# Moving depletion edges and the cutoff frequency of a Si npn

Charge control with an ac-shorted output gives

$$\frac{1}{2\pi f_T}=r_e(C_{jE}+C_{jC})+\tau_E+\tau_B+\tau_C+(R_E+R_C)C_{jC},\qquad r_e=\frac{kT}{qI_C}.$$

Each term is hole charge supplied through the base terminal per unit change of collector current. Take one dimension and current density $J$. Let $V$ be the total drop across the collector space-charge layer (built-in plus internal reverse bias), and measure $x$ from its base edge.

## Where the assumption enters

A sheet of electrons at $x$, between two edges at fixed potentials, induces a fraction $1-x/W_d$ of its image on the base edge (Ramo). With $\delta n=\delta J/qv$,

$$\tau_C=\int_0^{W_d}\Big(1-\frac{x}{W_d}\Big)\frac{dx}{v(x)}=\frac{W_d}{2v_s}\quad (v=v_s).$$

The usual evaluation takes $W_d$ and the neutral base width $W_B$ from the zero-current junction. This treats the transiting density $n=J/qv_s$ as negligible beside both dopings.

## Dropping it

Take an abrupt junction with uniform base $N_A$ and collector $N_D$, depleted over $x_p$ and $x_n$. The electrons make the net densities $-(N_A+n)$ and $+(N_D-n)$. With negligible field at the edges,

$$\sigma=(N_A+n)x_p=(N_D-n)x_n,\qquad V=\frac{q\sigma W_d}{2\varepsilon},\qquad W_d=x_p+x_n .$$

Eliminating $\sigma$,

$$W_d=\frac{W_0}{\sqrt{(1+n/N_A)(1-n/N_D)}},\qquad W_0^2=\frac{2\varepsilon V}{q}\,\frac{N_A+N_D}{N_AN_D}.$$

**Collector delay.** At fixed $V$, $\sigma^2\propto(N_A+n)(N_D-n)$, so $\delta\sigma=\tfrac12(x_p-x_n)\,\delta n$. Also $\delta\sigma=x_p\delta n+(N_A+n)\delta x_p$. The holes that refill the retreating base edge therefore number

$$-(N_A+n)\,\delta x_p=\tfrac12W_d\,\delta n .$$

The Ramo form survives with $W_d$ taken at the operating current, since charge uncovered at the collector edge has weight zero. To first order,

$$\tau_C\simeq\frac{W_0}{2v_s}\Big[1+\frac n2\Big(\frac1{N_D}-\frac1{N_A}\Big)\Big].$$

**Base delay.** The same retreat widens the base, $W_B=W_{B0}+x_{p0}-x_p$, at the rate

$$\Lambda\equiv J\frac{dW_B}{dJ}=\frac{nW_d}{2(N_A+n)} .$$

For low-injection diffusion with exit velocity $v_s$, the stored electron charge is $J(W_B^2/2D+W_B/v_s)$. Differentiate, and remove $\Lambda/v_s$, which $\tau_C$ already counts:

$$\tau_B=\frac{W_B^2}{2D}+\frac{W_B}{v_s}+\frac{W_B\Lambda}{D}.$$

To first order $W_B-W_{B0}=\Lambda=\Lambda_1=nW_0/2N_A$, so $\delta\tau_B=\Lambda_1(2W_{B0}/D+1/v_s)$.

**Emitter terms.** The electron density at the emitter edge is $JL/qD$ with $L=W_B+D/v_s$. Both $e^{qV_{BE}/kT}$ and the emitter minority charge scale with it. Hence $r_e\to r_e(1+\Lambda/L)$ and $\tau_E\to\tau_{E0}(L+\Lambda)/L_0$, where $L_0=W_{B0}+D/v_s$.

**Capacitance.** At fixed $J$ the intrinsic part per area becomes $(\varepsilon/W_d)\,[1+JW_B/qD(N_A+n)]$. The bracket is base-width modulation of the stored electrons.

## Size in a double-poly npn

The relative permittivity is 11.7 (compiled value, Ioffe Institute). The other inputs are typical or illustrative, chosen so that the fixed-edge sum lands near 30 GHz:

- $T=300$ K, emitter $0.4\times10$ µm², $I_C=2$ mA, so $J=0.5$ mA/µm²
- $N_A=10^{18}$ cm⁻³, $N_D=10^{17}$ cm⁻³, $V=1.9$ V, $v_s\approx10^7$ cm/s
- $W_{B0}=60$ nm, $D\approx10$ cm²/s, $\tau_{E0}=0.7$ ps
- $C_{jE}=35$ fF, extrinsic $C_{jC}=10$ fF, $R_E+R_C=60$ Ω

With fixed edges, $W_0=164$ nm, $x_{p0}=14.9$ nm, $r_e=12.9$ Ω and the intrinsic $C_{jC}$ is 2.52 fF. In the order of the first equation the delays are 0.61, 0.70, 2.40, 0.82 and 0.75 ps. Unrounded they sum to 5.29 ps, or $f_T=30.1$ GHz.

At the operating current $n=3.12\times10^{16}$ cm⁻³, so $n/N_D=0.31$. The ratio $W_d/W_0$ is 1.14 at first order and 1.19 in closed form. Then $W_d=195$ nm, $x_p=12.2$ nm and $x_n=183$ nm. The base widens by 2.7 nm, with $\Lambda=3.0$ nm and $\Lambda_1=2.6$ nm.

| Added delay (ps) | First order | Closed form |
|---|---|---|
| $\tau_C$ | 0.12 | 0.15 |
| $\tau_B$ | 0.33 | 0.38 |
| $\tau_E$ | 0.05 | 0.06 |
| $r_e(C_{jE}+C_{jC})$ through $r_e$ | 0.02 | 0.02 |
| Sum of unrounded terms | 0.52 | 0.62 |

The wider layer lowers the intrinsic capacitance by 0.40 fF, and the bracket adds 0.40 fF back. Each is worth 0.03 ps through $r_e+R_E+R_C$. Their cancellation is an accident of these inputs.

The collector term alone takes the model's $f_T$ to 29.2 GHz, a 3 % loss. All terms give 5.90 ps and 27.0 GHz, a 10 % loss. Most of it comes from under 3 nm of base widening, because $\tau_B$ is nearly quadratic in $W_B$.

## Rival effects and limits

**Injection level in the base.** With neutrality $p=N_A+n_B$ and negligible hole current, the electron density $n_B$ along the base coordinate $y$ obeys

$$J=-qD\,\frac{N_A+2n_B}{N_A+n_B}\,\frac{dn_B}{dy},$$

so $n_B+n_B^2/2N_A$ is linear in $y$ at first order. Let $s=JW_{B0}/qD$ and $m_0=n+s$, here $0.22\,N_A$. Integrating the profile and differentiating with respect to $J$,

$$\delta\tau_B=-\frac{W_{B0}^2}{D}\,\frac{n+s/3}{N_A}=-0.34\ \text{ps}.$$

The $pn$ product at the emitter edge gains a factor $1+\chi$, with $\chi=[m_0-(m_0^2-n^2)/2m_0]/N_A=0.11$. Since $\chi\propto J$, $\delta\tau_E=2\chi\tau_{E0}=+0.16$ ps. These terms are linear in $J$ like those in the table, and together they offset part of it. The 10 % isolates one assumption and is not the net roll-off.

**Velocity overshoot.** It acts where the Ramo weight is largest. An illustrative $1.5\,v_s$ over the first 30 nm removes 0.09 ps from $\tau_C$.

**Collector thickness.** The lightly doped collector must be thicker than $x_n$. Once the layer reaches the $n^+$ buried layer, that edge is pinned and $\tau_C$ stops growing, while the base edge keeps retreating. The divergence at $n\to N_D$ is thus cut off, and base push-out (the Kirk effect) follows when the field at the metallurgical junction collapses.

**Base profile.** The retreat scales as $1/(N_A+n)$ with the doping at the base edge, so a graded base with a lightly doped tail needs its local value there. In this model, raising $N_D$ reduces both $n/N_D$ and $W_0$, hence $\delta\tau_C$ and $\Lambda$, at the cost of larger $C_{jC}$ and a higher peak field.